\section*{Time reversal without spin: antiunitarity, real wavefunctions and vanishing currents}

Reversing the motion of a particle leaves its position unchanged and flips its momentum. That demand fixes the time-reversal operator of a spinless particle up to a phase, makes the eigenfunctions of $p^2/2m+V$ real, and removes the current from every nondegenerate level. At each \textbf{Predict}, answer before reading on.

\subsection*{Premises and conventions}

(P1) States are rays in $L^2(\mathbb{R}^3)$, with $\langle\phi|\psi\rangle=\int\phi^*\psi\,d^3r$. There is no spin. Position acts by multiplication and $\mathbf p=-i\hbar\nabla$, so $[x_j,p_k]=i\hbar\delta_{jk}$.

(P2) Time reversal preserves all transition probabilities $|\langle\phi|\psi\rangle|^2$. Wigner's theorem, taken as given, then says that it is represented by an operator $T$ that is either unitary or antiunitary. An antiunitary operator obeys
\begin{equation}
T(\alpha\phi+\beta\psi)=\alpha^*T\phi+\beta^*T\psi,\qquad \langle T\phi|T\psi\rangle=\langle\phi|\psi\rangle^* .
\label{anti}
\end{equation}

(P3) Motion reversal means
\begin{equation}
T x_j T^{-1}=x_j,\qquad T p_j T^{-1}=-p_j .
\label{rev}
\end{equation}

(P4) The Hamiltonian is $H=p^2/2m+V(\mathbf r)$ with real $V$, and its boundary conditions are satisfied by $\psi^*$ whenever they are satisfied by $\psi$. Square integrability is such a condition.

\subsection*{Step 1: $T$ cannot be unitary}

\textbf{Predict.} Conjugate both sides of $[x,p_x]=i\hbar$ with $T$. What happens to the left side, and what must then happen to $i$?

Unitary and antiunitary operators are both additive, and $T^{-1}T$ may be inserted between factors. The left side therefore gives
\begin{equation}
T(xp_x-p_xx)T^{-1}=x(-p_x)-(-p_x)x=-[x,p_x]=-i\hbar .
\end{equation}
The right side is $T\,i\hbar\,T^{-1}$. A linear $T$ lets the number pass and returns $+i\hbar$, which contradicts the left side because $\hbar\neq0$. An antilinear $T$ returns $-i\hbar$, which agrees. Premise (P2) leaves only these two options, so
\begin{equation}
T\,i\,T^{-1}=-i ,
\end{equation}
and $T$ is antiunitary. Parity shows that the conclusion comes from the relative sign in \eqref{rev}: it flips both $x$ and $p_x$, the commutator keeps its sign, and the same argument makes the parity operator linear.

\subsection*{Step 2: $T$ is complex conjugation in the position basis}

Define $K$ by $(K\psi)(\mathbf r)=\psi^*(\mathbf r)$. It is antilinear, $K^2=1$, and $\langle K\phi|K\psi\rangle=\int\phi\,\psi^*d^3r=\langle\phi|\psi\rangle^*$, so it satisfies \eqref{anti}. Acting on any smooth $\psi$,
\begin{equation}
Kx_jK\psi=(x_j\psi^*)^*=x_j\psi,\qquad
Kp_jK\psi=(-i\hbar\,\partial_j\psi^*)^*=+i\hbar\,\partial_j\psi=-p_j\psi .
\end{equation}
So $K$ satisfies \eqref{rev}, and a solution exists.

\textbf{Predict.} Let $T$ be any other solution. Is $U=TK$ linear or antilinear, and with which operators does it commute?

Two conjugations cancel, so $U$ is linear, and \eqref{anti} applied twice shows that it preserves inner products: $U$ is unitary. Moreover $Ux_jU^{-1}=TKx_jKT^{-1}=x_j$ and $Up_jU^{-1}=T(-p_j)T^{-1}=p_j$. The three $x_j$ form a complete commuting set under (P1), so an operator commuting with them multiplies by a function $u(\mathbf r)$, and unitarity gives $|u|=1$. Commuting with momentum requires $[p_j,u]=-i\hbar\,\partial_ju=0$, so $u$ is a constant $e^{i\lambda}$. Multiplying $TK=e^{i\lambda}$ by $K$ from the right,
\begin{equation}
T=e^{i\lambda}K,\qquad T^2=e^{i\lambda}Ke^{i\lambda}K=e^{i\lambda}e^{-i\lambda}K^2=+1 .
\label{TK}
\end{equation}
The phase $\lambda$ changes no ray, and the convention from here on is $\lambda=0$. The value $T^2=+1$ holds for every $\lambda$ and is no convention. Absence of spin entered through the completeness of the $x_j$.

\textbf{Predict.} Is $T$ also plain conjugation of the momentum wavefunction?

It is not. With $\tilde\psi(\mathbf p)=(2\pi\hbar)^{-3/2}\int e^{-i\mathbf p\cdot\mathbf r/\hbar}\psi\,d^3r$, the transform of $\psi^*$ is the conjugate of $(2\pi\hbar)^{-3/2}\int e^{+i\mathbf p\cdot\mathbf r/\hbar}\psi\,d^3r$, so $(T\tilde\psi)(\mathbf p)=\tilde\psi^*(-\mathbf p)$. Conjugation is defined relative to a basis, which is why $T=K$ carries the words ``in the position basis''.

\subsection*{Step 3: real eigenfunctions}

By \eqref{rev}, $Tp^2T^{-1}=p^2$, and $TVT^{-1}=V$ because $V$ is real. By (P4), $T$ maps the domain of $H$ into itself. Hence $THT^{-1}=H$. Applying $T$ to $i\hbar\,\partial_t\psi=H\psi$ gives $-i\hbar\,\partial_t\psi^*=H\psi^*$, so $\psi^*(\mathbf r,-t)$ solves the Schr\"odinger equation whenever $\psi(\mathbf r,t)$ does. This justifies the name. A linear operator could perform the same reversal only by mapping $H$ to $-H$, which is impossible for a spectrum bounded below and unbounded above.

For a stationary state $E$ is real, so $H\psi=E\psi$ implies $H\psi^*=E\psi^*$. Then
\begin{equation}
u=\tfrac12(\psi+\psi^*),\qquad v=\tfrac1{2i}(\psi-\psi^*)
\end{equation}
are real, satisfy the same eigenvalue equation, and cannot both vanish. For a level of degeneracy $d$, every member is $u+iv$, so the real functions of the eigenspace span it. Choose $d$ independent ones; their overlaps are real, so Gram--Schmidt orthogonalisation uses real coefficients and yields a real orthonormal basis. Eigenfunctions \emph{can} be chosen real.

\textbf{Predict.} What changes when $d=1$?

Then $\psi^*$ must be a multiple of $\psi$, and equal norms make the factor a phase, written $\psi^*=e^{-2i\gamma}\psi$ with constant $\gamma$. Set $\chi=e^{-i\gamma}\psi$. Then $\chi^*=e^{i\gamma}\psi^*=e^{-i\gamma}\psi=\chi$, so
\begin{equation}
\psi(\mathbf r)=e^{i\gamma}\chi(\mathbf r),\qquad\chi\ \text{real}.
\label{real}
\end{equation}
For a nondegenerate level no choice remains: the state \emph{is} real up to one overall phase.

\subsection*{Step 4: the current density}

With $\rho=|\psi|^2$, multiply the Schr\"odinger equation by $\psi^*$ and subtract the complex conjugate. The real potential drops out:
\begin{equation}
\partial_t\rho=\frac{i\hbar}{2m}\left(\psi^*\nabla^2\psi-\psi\nabla^2\psi^*\right)=-\nabla\cdot\mathbf j,\qquad
\mathbf j=\frac{\hbar}{m}\,\mathrm{Im}\,(\psi^*\nabla\psi).
\label{cur}
\end{equation}
This is the probability current density; for an electron the charge current is $-e\,\mathbf j$. Continuity alone fixes only its divergence, but the same expression is the expectation value of the velocity density $[\mathbf p\,\delta(\mathbf r-\mathbf r_0)+\delta(\mathbf r-\mathbf r_0)\,\mathbf p]/2m$, which is adopted as the definition.

\textbf{Predict.} Every stationary state has $\partial_t\rho=0$. Does that already give $\mathbf j=0$?

It gives only $\nabla\cdot\mathbf j=0$, and closed loops remain allowed. For $\psi=u+iv$ with real $u,v$, \eqref{cur} gives
\begin{equation}
\mathbf j=\frac{\hbar}{m}\,(u\nabla v-v\nabla u),
\label{uv}
\end{equation}
which vanishes everywhere when $v$ is a constant multiple of $u$ and changes sign under $T$, since $T$ sends $v$ to $-v$. For a nondegenerate level \eqref{real} gives $\psi^*\nabla\psi=\chi\nabla\chi$, which is real, so
\begin{equation}
\mathbf j(\mathbf r)=0\quad\text{at every point.}
\label{zero}
\end{equation}
The same holds for any Hermitian $O$ with $TOT^{-1}=-O$. Using $OT=-TO$ and \eqref{anti},
\begin{equation}
\langle T\psi|O|T\psi\rangle=-\langle T\psi|TO\psi\rangle=-\langle\psi|O\psi\rangle^*=-\langle O\rangle_\psi .
\label{odd}
\end{equation}
If $T\psi$ is the same ray as $\psi$, the left side is $+\langle O\rangle_\psi$, and the expectation value is zero. The choice $O=\mathbf L=\mathbf r\times\mathbf p$ gives the quenching of orbital angular momentum in nondegenerate levels.

\subsection*{Step 5: what this means for symmetry labels}

Let $g$ be a spatial symmetry of $V$, acting as $(P_g\psi)(\mathbf r)=\psi(g^{-1}\mathbf r)$. It moves the argument and $K$ conjugates the value, so they commute. If $P_g\psi_\mu=\sum_\nu\psi_\nu D_{\nu\mu}(g)$, applying $K$ shows that the $\psi_\mu^*$ transform with $D^*$ at the same energy. The group enlarged by the antiunitary elements $TP_g$ acts on the level as a corepresentation.

\textbf{Predict.} Can a nondegenerate level have a complex character?

No. By \eqref{real} $P_g\chi$ is real, so the character is real, and being of modulus one it is $\pm1$. A complex one-dimensional representation must be degenerate with its conjugate. For rotations about an axis, $f(\varrho,z)e^{i\Lambda\varphi}$ with real $f$ and integer $\Lambda\ne0$ is paired with $fe^{-i\Lambda\varphi}$. Here $\varrho,\varphi,z$ are cylindrical coordinates. Equation \eqref{cur} gives $j_\varphi=\pm\hbar\Lambda f^2/m\varrho$ for the two partners, while $f\cos\Lambda\varphi$ and $f\sin\Lambda\varphi$ carry none. In a linear molecule the mirror planes through the axis enforce the same pairing; time reversal would keep it without them.

\subsection*{The ground orbital of H$_2^+$}

From here on atomic units are used, $\hbar=m_e=e=4\pi\varepsilon_0=1$, with lengths in $a_0$, energies in $E_h$ and times in $\hbar/E_h$. Clamp the protons A and B at $z=-R/2$ and $z=+R/2$ and ignore spin:
\begin{equation}
H=-\tfrac12\nabla^2-\frac1{r_A}-\frac1{r_B}.
\end{equation}
This obeys (P4). To use \eqref{zero} the lowest level must be nondegenerate. Take a real ground function $\chi$, as Step 3 allows. The functional $\int(\tfrac12|\nabla\chi|^2+V\chi^2)\,d^3r$ has the same value for $|\chi|$, so $|\chi|$ is also a ground function. A nonnegative solution of this elliptic equation that is not identically zero has no zero away from the nuclei (Harnack's inequality, taken as given), and space without two points is connected, so $\chi$ has one sign. Two functions of fixed sign cannot be orthogonal, so $d=1$. Each $P_g$ maps a positive function to a positive function, so every character is $+1$: the orbital is $\sigma_g$, of species $\Sigma_g^+$ in $D_{\infty h}$. The exact clamped-nuclei orbital therefore has $\mathbf j=0$ at every point and every $R$.

\subsection*{Range of validity}

\emph{Degeneracy.} Realness is optional for $d>1$, and complex combinations carry the current \eqref{uv}. Scattering states and Bloch states at general $\mathbf k$ are of this kind: $T$ sends $\mathbf k$ to $-\mathbf k$, and a Bloch condition with a complex phase violates (P4).

\emph{Magnetic field.} For an electron $H=\tfrac12(\mathbf p+\mathbf A)^2+V$, so $KH(\mathbf B)K=H(-\mathbf B)$, and the current acquires the term $\mathbf A\rho$.

\emph{Spin.} Reversing $\boldsymbol\sigma$ as well requires $T=-i\sigma_yK$, with $T^2=-1$. Then $T\psi=c\psi$ would give $T^2\psi=|c|^2\psi\neq-\psi$, so every level is at least doubly degenerate (Kramers degeneracy), and \eqref{zero} describes the orbital factor only. A spin-polarised electron carries the additional current $\tfrac12\nabla\times(\psi^\dagger\boldsymbol\sigma\psi)$ for a $g$ factor of 2. Spin--orbit coupling, proportional to $\boldsymbol\sigma\cdot(\nabla V\times\mathbf p)$, gives no first-order energy shift in $\sigma_g$ because its orbital factor is odd under $K$ and \eqref{odd} applies; it admixes other orbitals with amplitudes of order $\alpha^2=5.3\times10^{-5}$, where $\alpha$ is the fine-structure constant.

\emph{Nuclear motion.} The spin-free three-body Coulomb Hamiltonian is also real, so Steps 3 and 4 carry over with $K$ acting on all coordinates. Rotating levels are degenerate, and their complex members carry currents.

\subsection*{Numerical illustration}

Take $R=2\,a_0$, the approximate equilibrium distance, and the minimal basis $a=(\zeta^3/\pi)^{1/2}e^{-\zeta r_A}$, $b=(\zeta^3/\pi)^{1/2}e^{-\zeta r_B}$. Let $w=\zeta R$. In spheroidal coordinates $r_{A,B}=\tfrac R2(\xi\pm\eta)$, with $d^3r=(R/2)^3(\xi^2-\eta^2)\,d\xi\,d\eta\,d\varphi$, all integrands are polynomials times exponentials, and
\begin{equation}
S=e^{-w}\left(1+w+\tfrac{w^2}{3}\right),\quad
\langle a|r_B^{-1}|a\rangle=\frac{1-(1+w)e^{-2w}}{R},\quad
\langle a|r_B^{-1}|b\rangle=\zeta(1+w)e^{-w}.
\end{equation}
With $-\tfrac12\nabla^2b=(-\tfrac12\zeta^2+\zeta/r_B)\,b$, its analogue for $a$, $\langle a|r_A^{-1}|a\rangle=\zeta$ and $\langle a|r_A^{-1}|b\rangle=\langle a|r_B^{-1}|b\rangle$,
\begin{align}
H_{aa}&=\tfrac12\zeta^2-\zeta-\frac{1-(1+w)e^{-2w}}{R},\\
H_{ab}&=-\tfrac12\zeta^2S+\zeta(\zeta-2)(1+w)e^{-w}.
\end{align}
Give the two centres a relative phase, $\psi_\theta=(a+e^{i\theta}b)/\sqrt{2(1+S\cos\theta)}$. Since $S$ and $H_{ab}$ are real,
\begin{equation}
E(\theta)=\frac{H_{aa}+H_{ab}\cos\theta}{1+S\cos\theta}.
\end{equation}
Minimising $E(0)$ over $\zeta$ gives $\zeta=1.24\,a_0^{-1}$ to three figures, and this rounded value is used throughout. Then $w=2.48$, $S=0.4631$, $H_{aa}=-0.9590\,E_h$ and $H_{ab}=-0.6307\,E_h$. The eigenvalues of the $2\times2$ problem are $E_g=E(0)=-1.0865\,E_h$ and $E_u=E(\pi)=-0.6115\,E_h$, separated by $\Delta=0.4750\,E_h=12.9$ eV. Adding $1/R$ gives the model's total ground energy, $-0.5865\,E_h$, an upper bound to the exact clamped-nuclei value.

\textbf{Predict.} Near $\theta=0$, which powers of $\theta$ lead in the energy and in the current?

Time reversal sends $\theta$ to $-\theta$, so the energy is even and the current odd. From \eqref{cur}, $\mathrm{Im}[(a+e^{-i\theta}b)\nabla(a+e^{i\theta}b)]=\sin\theta\,(a\nabla b-b\nabla a)$. On the midplane $z=0$ both distances equal $r=(\varrho^2+R^2/4)^{1/2}$, $a=b$, and $\partial_zb=-\partial_za=\zeta Ra/2r$. Hence
\begin{equation}
j_z(\varrho)=\frac{\sin\theta}{2(1+S\cos\theta)}\,\frac{\zeta^4R}{\pi r}\,e^{-2\zeta r}.
\end{equation}
At the bond midpoint $r=R/2$. Integrating over the plane with $\varrho\,d\varrho=r\,dr$ and $\int_{R/2}^\infty e^{-2\zeta r}dr=e^{-w}/2\zeta$ gives the flux $\mathcal I$:
\begin{equation}
j_z(0)=\frac{\zeta^4e^{-w}\sin\theta}{\pi(1+S\cos\theta)},\qquad
\mathcal I=\frac{\zeta^3R\,e^{-w}\sin\theta}{2(1+S\cos\theta)} .
\end{equation}
\begin{center}
\begin{tabular}{cccc}
$\theta$ & $E$ ($E_h$) & $j_z(0)$ ($E_h\hbar^{-1}a_0^{-2}$) & $\mathcal I$ ($E_h/\hbar$)\\ \hline
$0^\circ$ & $-1.0865$ & $0$ & $0$\\
$30^\circ$ & $-1.0743$ & $0.022$ & $0.057$\\
$90^\circ$ & $-0.9590$ & $0.063$ & $0.160$\\
$180^\circ$ & $-0.6115$ & $0$ & $0$
\end{tabular}
\end{center}
The two nondegenerate eigenstates carry nothing. Since $eE_h/\hbar=6.62$ mA, the model's flux at $30^\circ$ is a charge current of magnitude $0.38$ mA, with the electron moving from A to B.

\textbf{Predict.} Why does this current not contradict \eqref{zero}?

Because $\psi_\theta$ is not stationary. The identity
\begin{equation}
a+e^{i\theta}b=e^{i\theta/2}\left[\cos\tfrac\theta2\,(a+b)+i\sin\tfrac\theta2\,(b-a)\right]
\end{equation}
shows a real $\sigma_g$ part and an imaginary $\sigma_u$ part, the form \eqref{uv}. The $\sigma_u$ weight is $\sin^2(\theta/2)(1-S)/(1+S\cos\theta)=0.0257$ at $30^\circ$, and this weight times $\Delta$ is the energy cost, $0.0122\,E_h=0.33$ eV.

The size of the current can be tested inside the model. Let the $\sigma_u$ part acquire the relative phase $e^{-i\Delta t}$. The cross term of the density is then $\sin\theta\,\sin(\Delta t)\,(b^2-a^2)/[2(1+S\cos\theta)]$. The fraction of $a^2$ beyond the midplane is $\tfrac12(1+w/2)e^{-w}$, so the integral of $b^2-a^2$ over $z>0$ is $1-(1+w/2)e^{-w}=0.812$, and the initial rate of population transfer is
\begin{equation}
\dot P_{z>0}=\frac{\Delta\,[1-(1+w/2)e^{-w}]\sin\theta}{2(1+S\cos\theta)}=0.069\ E_h/\hbar\quad(\theta=30^\circ).
\end{equation}
For exact real eigenfunctions $\chi_g,\chi_u$ one has $\nabla\cdot(\chi_g\nabla\chi_u-\chi_u\nabla\chi_g)=-2\Delta\chi_g\chi_u$, and continuity makes $\dot P_{z>0}=\mathcal I$. The model gives the ratio $\dot P_{z>0}/\mathcal I=1.21$, so its nonzero currents are uncertain at about that level. The zeros do not depend on the basis.

The excluded terms can be sized on the midplane at $\varrho=1\,a_0$, where $r=\sqrt2\,a_0$ and the model's $\sigma_g$ density is $\rho=2\zeta^3e^{-2\zeta r}/\pi(1+S)=0.0249\,a_0^{-3}$. A field of 10 T along the axis is $B=4.25\times10^{-5}$ in units of $\hbar/ea_0^2$. In the gauge $\mathbf A=\tfrac12\mathbf B\times\mathbf r$ the term $\tfrac12BL_z$ annihilates $\sigma_g$, the orbital stays real and changes only at order $B^2$, yet a diamagnetic current $j_\varphi=\tfrac12B\varrho\rho=5.3\times10^{-7}$ flows. For spin along the axis the spin current is azimuthal, with magnitude $\tfrac12|\partial_\varrho\rho|=\zeta\varrho\rho/r=0.022$ in the same units, as large as the midpoint current at $30^\circ$. It is divergence-free, sends no net flux through the midplane for any spin direction, and cancels in an equal mixture of the two spin states. The vanishing current of the $\sigma_g$ orbital is thus a statement about orbital motion in zero field.